Hyperfine constants of Ca+: one electron and a core that answers

Scales

The magnetic constant A is listed per nuclear g factor, g = μ/(I μ_N), and the quadrupole constant B per quadrupole moment Q. An electron with ⟨r⁻³⟩ = 1 a₀⁻³ carries K_A ≈ 95 MHz in A/g and K_B ≈ 235 MHz/barn in B/Q, times angular factors of order one. In Ca+ ⟨r⁻³⟩ is about 1 a₀⁻³ for 4p, 0.6 for 3d and 0.003 for 4f, and A/g runs from 2000 MHz for 4s to tenths of a MHz or less for f states. The columns climb three levels: frozen core (DHF), a core that responds to the nuclear field (RPA), and the same with correlated valence orbitals (Brueckner RPA). The printed analysis follows the text.

Ca+ as one electron outside a closed [Ne] 3s2 3p6 core, computed with B-spline many-body code 1 (no-pair Dirac-Coulomb): frozen-core Dirac-Hartree-Fock (DHF), static RPA core polarisation, and Brueckner orbitals from a second-order or RPA-screened correlation potential. The nucleus is uniformly magnetised, with rms radius 3.4776 fm; g = μ/(I μ_N) and Q is its quadrupole moment.

```
hyperfine  A/g, DHF (MHz)  A/g, RPA (MHz)  A/g, Brueckner RPA (MHz)  B/Q, DHF (MHz/barn)  B/Q, RPA (MHz/barn)  B/Q, Brueckner RPA (MHz/barn)
    4s1/2            1561            1886                      2156                  n/a                  n/a                            n/a
    5s1/2           488.9           587.1                     629.3                  n/a                  n/a                            n/a
    6s1/2           215.9           258.7                     272.1                  n/a                  n/a                            n/a
    4p1/2           269.6           333.1                     390.0                  n/a                  n/a                            n/a
    5p1/2           99.45           121.8                     135.9                  n/a                  n/a                            n/a
    6p1/2           47.59           58.09                     63.64                  n/a                  n/a                            n/a
    4p3/2           52.19           77.29                     89.58                 96.9                  139                            160
    5p3/2           19.27           27.96                     30.86                 35.8                 49.4                           54.4
    6p3/2           9.230           13.29                     14.40                 17.1                 23.3                           25.3
    3d3/2           88.22           91.61                     118.5                 54.4                 47.8                           60.6
    4d3/2           21.27           24.21                     23.60                 13.1                 16.2                           17.5
    5d3/2           8.932           10.31                     9.942                 5.51                 7.26                           7.66
    3d5/2           37.58          -15.71                    -8.108                 77.1                 68.2                           86.2
    4d5/2           9.069           3.604                     6.229                 18.6                 23.0                           25.0
    5d5/2           3.810           2.412                     3.307                 7.82                 10.3                           10.9
    4f5/2          0.4014          0.3888                    0.4138                0.412                 5.71                           6.00
    5f5/2          0.2089          0.2009                    0.2160                0.214                 2.84                           2.99
    6f5/2          0.1220          0.1171                    0.1264                0.125                 1.62                           1.70
    4f7/2          0.2230          0.1026                   0.09182                0.481                 6.66                           7.00
    5f7/2          0.1161         0.02067                  0.009340                0.250                 3.32                           3.49
    6f7/2         0.06778         0.00143                 -0.006855                0.146                 1.89                           1.98
```

1. How much of the DHF columns is angular algebra?

Nearly everything but one radial number per orbital. For orbital momentum l > 0 and total momentum j, the non-relativistic operators give

A/g = K_A · l(l+1)/[j(j+1)] · ⟨r⁻³⟩
B/Q = K_B · (2j−1)/(2j+2) · ⟨r⁻³⟩

For 4p3/2, with nothing fitted, ⟨r⁻³⟩ = 52.19/(95.41 × 2/3.75) = 1.026 a₀⁻³, so B/Q = 234.96 × 0.4 × 1.026 = 96.4 MHz/barn against 96.9. No row misses by more than 0.6 % of the tabulated B. Both constants are averages over the same orbital, so this shows only that relativity is small here. It does appear in the ratio A(p1/2)/A(p3/2): the algebra gives 5, Casimir's relativistic factors F raise it to 5.159, and the 4p, 5p and 6p rows give 5.166, 5.161 and 5.156.

2. Why is s largest, and how does it fall with n?

Without relativity, only an s electron has density at the nucleus. Near the nucleus it feels the full charge Z = 20; it spends its period outside, in the ionic charge z = 2, and that period grows as ν³, where ν = z√(Ry/E) is the effective quantum number of a level bound by E. The Fermi-Segrè formula joins the two:

A/g = (8/3) K_A Z z² F (dν/dn)/ν³

With the run's correlated binding energy of 11.876 eV, 4s has ν = 2.141, and a two-constant Ritz fit to the three s energies gives dν/dn = 1.061. Then (8/3) × 95.41 × 20 × 4 × 1.0404 × 1.061/2.141³ ≈ 2290 MHz, against 2156. The last column is 0.941, 0.934 and 0.935 of the model for 4s, 5s and 6s. The constancy supports the scaling; the closeness to one is partly luck, since the formula contains no core polarisation. Plain ν⁻³ scaling of A holds to 1 to 3 % from 4p to 5p, but A·ν³ of 3d3/2 is 1.6 times that of 4d3/2, and B·ν³ only 1.1 times. The 3d orbital is compact and nodeless, overlaps the 3s and 3p shells and is no Rydberg orbital; that A and B disagree shows that the core's answer, and not the orbital's size alone, sets these ratios.

3. Why does RPA raise the s constants by the same fifth?

The factors are 1.208, 1.201 and 1.198. The valence electron has exchange only with core electrons of its own spin, so the two spin components of each core s shell deform differently and leave spin density at the nucleus. The valence orbital acts through its inner part, whose shape hardly depends on n while its amplitude squared falls as ν⁻³, so direct and induced terms scale together. The argument covers p too (1.236 to 1.221 for p1/2) and suggests about 1.20 for 7s. It fails for f7/2, whose direct term comes from outside the core and falls as n⁻³, while the induced term follows the small f amplitude at the core, which falls more slowly: the RPA step removes 54, 82 and 98 % of the DHF value from 4f to 6f. It also fails for d, where the 3d3/2 factor is 1.04 and the 5d3/2 factor 1.15.

4. Why does RPA keep the j ratio of B and destroy that of A?

B(j = l+½)/B(j = l−½) stays within 1 % of the algebraic 1.429 for d and 1.167 for f at every level. The quadrupole operator and the core's answer to it are blind to spin, so symmetry fixes the ratio. A holds three operators, orbital, spin-dipole and contact, which the core modifies separately. The induced contact term enters the two members of a doublet as ±1/(2l+1), so by itself it shifts them equally and oppositely. The 5d pair does just that: +1.38 and −1.40 MHz. The 3d pair does not: +3.4 and −53.3 MHz, so the contact-free doublet sum falls by 40 % of its DHF value and the other channels must change as well.

Two shifts cannot fix three parts. Letting the orbital part alone, the dipole part alone or both equally absorb the change gives a contact term of −33, −73 or −38 MHz for 3d5/2. It is negative in all d and f doublets under all three choices, as in the standard picture: exchange draws parallel-spin core s density out towards the valence electron and leaves the opposite spin at the nucleus. For p the sign depends on the choice, so the table alone does not fix it; orbital and dipole parts growing by similar fractions would make it positive (+10.7 MHz for 4p3/2), opposite to d and f. The three choices are samples, not bounds.

5. Why does B of the f states grow thirteen- to fourteenfold?

A 4f electron hardly enters the core: its DHF ⟨r⁻³⟩ is 1.03 times the hydrogenic value for charge 2. The nuclear quadrupole deforms the core, and seen from outside the induced moment has the same r⁻³ form and here outweighs Q itself. This is Sternheimer antishielding; the valence state has not changed. The factor slips from 13.9 (4f) to 13.0 (6f) while the excess over hydrogenic ⟨r⁻³⟩ grows from 3 to 6 %, which fits increasing penetration without proving it. An electron that samples the inside of the core sees only part of the induced moment: factors of 1.4 for p, 1.24 and 1.32 for 4d and 5d, and 0.88, net shielding, for 3d.

6. What do Brueckner orbitals add?

The valence electron polarises the core (dipole polarisability about 3 a₀³ in this run), is attracted to it and contracts. From A ∝ ν⁻³ follows δA/A = −3δν/ν, so a shift δν independent of n gives a gain falling as 1/ν. The s gains of 14.3, 7.2 and 5.2 % over RPA, multiplied by ν, are 0.31, 0.23 and 0.22: the 1/ν shape holds for 5s and 6s, and 4s gains more. The size is not matched: 0.22 would need δν ≈ −0.07, more than correlation shifts these levels, so the level shift supplies only part of the gain. Pure rescaling would multiply A and B alike, as in 4p3/2 (1.16 and 1.15) and roughly in 3d3/2 (1.29 and 1.27). It fails for 3d5/2 and f7/2, where A is a remainder after cancellation, and for 4d and 5d, where B rises 6 to 9 % while A falls for j = 3/2 and rises steeply for j = 5/2. A weakened negative contact term would have these signs, which is a guess. The 3d level is overbound, with an excitation energy of 1.59 eV against a rough recalled 1.7 eV, which hints at too large a gain; yet 3d3/2 ends slightly below the measured magnitude (question 8), so the energy alone does not settle it. The gain also depends on whether the second-order or the screened potential stands behind the column, which the output does not say.

7. What changes with the isotope or the element?

Division by g and Q removes the isotope almost wholly. The radius used is that of ⁴⁰Ca, which has no hyperfine structure, but only s and p1/2 feel the nuclear size directly, the other states through the induced contact term, and all weakly at Z = 20. In heavier alkaline-earth ions the s formula grows with Z and F at similar ν, and the simple j ratios degrade as (Zα)². In a neutral alkali atom z² drops fourfold, only partly offset by a smaller ν.

8. Which digits can be trusted?

B holds two or three digits numerically. For A, add the magnitudes of the DHF value and both steps and divide by the final magnitude. This cancellation factor is 1.0 to 1.1 for s, p, d3/2 and f5/2, but it is blind to cancellation inside a step: the +3.4 MHz RPA shift of 3d3/2 is what remains of a contact term of tens of MHz (question 4). With rough recalled values for ⁴³Ca (g ≈ −0.38), 4s climbs through −590, −720 and −820 MHz to end just past the recalled value of about −810, 4p1/2 ends at about −150 as measured, and 3d3/2 at −45 against about −47. Agreement is thus at the level of a few per cent, as far as two-figure values tell; four printed digits are not four physical ones.

The factor is 12 for 3d5/2, whose A goes −14, +6, +3 MHz against about −4. The final sign is wrong: a fault of this level, which omits structure radiation, normalisation and Breit terms, and not a physical reversal. The missing 19 MHz or so in A/g is only a third of the RPA step. For 5f7/2 and 6f7/2 the factor exceeds 20, so neither the negative sign of 6f7/2 nor the f7/2 trend with n is established. The working rule: the percentage error accepted for well-behaved rows, multiplied by the cancellation factor, can understate the error, as it does in the one such row that can be compared with measurement. For 3d5/2 a few per cent times twelve stays below the whole value, yet the miss is more than twice the value. Where the factor passes ten, do not rely even on the sign.

The analysis program printed:

```
KA=95.41 MHz a0^3, KB=234.96 MHz/barn a0^3, Casimir F(1/2)=1.0404 F(3/2)=1.0084
row <r-3>DHF[a0-3] | A RPA/DHF Br/RPA cancel=sum|steps|/|final| | B RPA/DHF Br/RPA, B(from A) err% floor%
4s1/2 nan | 1.208 1.143 1.0
5s1/2 nan | 1.201 1.072 1.0
6s1/2 nan | 1.198 1.052 1.0
4p1/2 1.06 | 1.236 1.171 1.0
5p1/2 0.3909 | 1.225 1.116 1.0
6p1/2 0.187 | 1.221 1.096 1.0
4p3/2 1.026 | 1.481 1.159 1.0 | 1.43 1.15, -0.52 0.05
5p3/2 0.3787 | 1.451 1.104 1.0 | 1.38 1.10, -0.58 0.14
6p3/2 0.1814 | 1.440 1.084 1.0 | 1.36 1.09, -0.31 0.29
3d3/2 0.5779 | 1.038 1.294 1.0 | 0.88 1.27, -0.16 0.09
4d3/2 0.1393 | 1.138 0.975 1.1 | 1.24 1.08, -0.04 0.38
5d3/2 0.05851 | 1.154 0.964 1.1 | 1.32 1.06, -0.20 0.09
3d5/2 0.5744 | -0.418 0.516 12.1 | 0.88 1.26, +0.03 0.06
4d5/2 0.1386 | 0.397 1.728 2.8 | 1.24 1.09, +0.06 0.27
5d5/2 0.05824 | 0.633 1.371 1.8 | 1.32 1.06, -0.01 0.06
4f5/2 0.003068 | 0.969 1.064 1.1 | 13.86 1.05, -0.03 0.12
5f5/2 0.001596 | 0.962 1.075 1.1 | 13.27 1.05, +0.17 0.23
6f5/2 0.0009324 | 0.960 1.079 1.1 | 12.96 1.05, +0.15 0.40
4f7/2 0.003068 | 0.460 0.895 3.9 | 13.85 1.05, -0.10 0.10
5f7/2 0.001597 | 0.178 0.452 23.9 | 13.28 1.05, +0.07 0.20
6f7/2 0.0009324 | 0.021 -4.794 20.8 | 12.95 1.05, +0.04 0.34
A(j-)/A(j+) model DHF RPA Br | RPA shift j-, j+ MHz, sum % | contact in j+ MHz if equal/orbital/dipole scaled
4p 5.159 5.166 4.31 4.35 | +63.5 +25.1 +27.5 | +10.7 -4.43 +34.9
5p 5.159 5.161 4.36 4.4 | +22.3 +8.69 +26.1 | +3.65 -1.66 +12.1
6p 5.159 5.156 4.37 4.42 | +10.5 +4.06 +25.6 | +1.69 -0.793 +5.68
3d 2.344 2.348 -5.83 -14.6 | +3.39 -53.3 -39.7 | -38.4 -33.3 -73.2
4d 2.344 2.345 6.72 3.79 | +2.94 -5.47 -8.3 | -4.71 -4.46 -6.48
5d 2.344 2.344 4.27 3.01 | +1.38 -1.4 -0.2 | -1.39 -1.39 -1.41
4f 1.803 1.800 3.79 4.51 | -0.0126 -0.12 -21.3 | -0.0729 -0.0634 -0.215
5f 1.803 1.799 9.72 23.1 | -0.008 -0.0954 -31.8 | -0.0585 -0.0511 -0.169
6f 1.803 1.800 81.9 -18.4 | -0.0049 -0.0664 -37.5 | -0.0409 -0.0358 -0.117
B(j+)/B(j-) l=2: model 1.429, table, all n and levels 1.417 to 1.429
B(j+)/B(j-) l=3: model 1.167, table, all n and levels 1.165 to 1.169
Fermi-Segre (Ritz d0=1.798 d2=0.282): nu, dnu/dn, model MHz, Br/model, DHF/model, (Br/RPA-1)*nu
4s1/2 2.141 1.061 2290 0.941 0.682 0.306
5s1/2 3.174 1.018 674 0.934 0.725 0.228
6s1/2 4.186 1.008 291 0.935 0.742 0.217
Br A*nu^3, lower n/next n: 4p1/2 1.012, 4p3/2 1.025, 3d3/2 1.614
Br B*nu^3, lower n/next n: 4p3/2 1.04, 3d3/2 1.11
f5/2 <r-3> DHF/hydrogenic z=2: 4f 1.031, 5f 1.048, 6f 1.057 ; worst B(from A) err 0.58%
A MHz at g~-0.38 DHF/RPA/Br (rough recalled): 4s1/2 -5.9e+02/-7.2e+02/-8.2e+02 (-810); 4p1/2 -1e+02/-1.3e+02/-1.5e+02 (-150); 3d3/2 -34/-35/-45 (-47); 3d5/2 -14/6/3.1 (-4)
3d5/2 A/g MHz: RPA step -53.3, Br step +7.6, rough gap to recalled +19 = 0.3 of RPA step
```
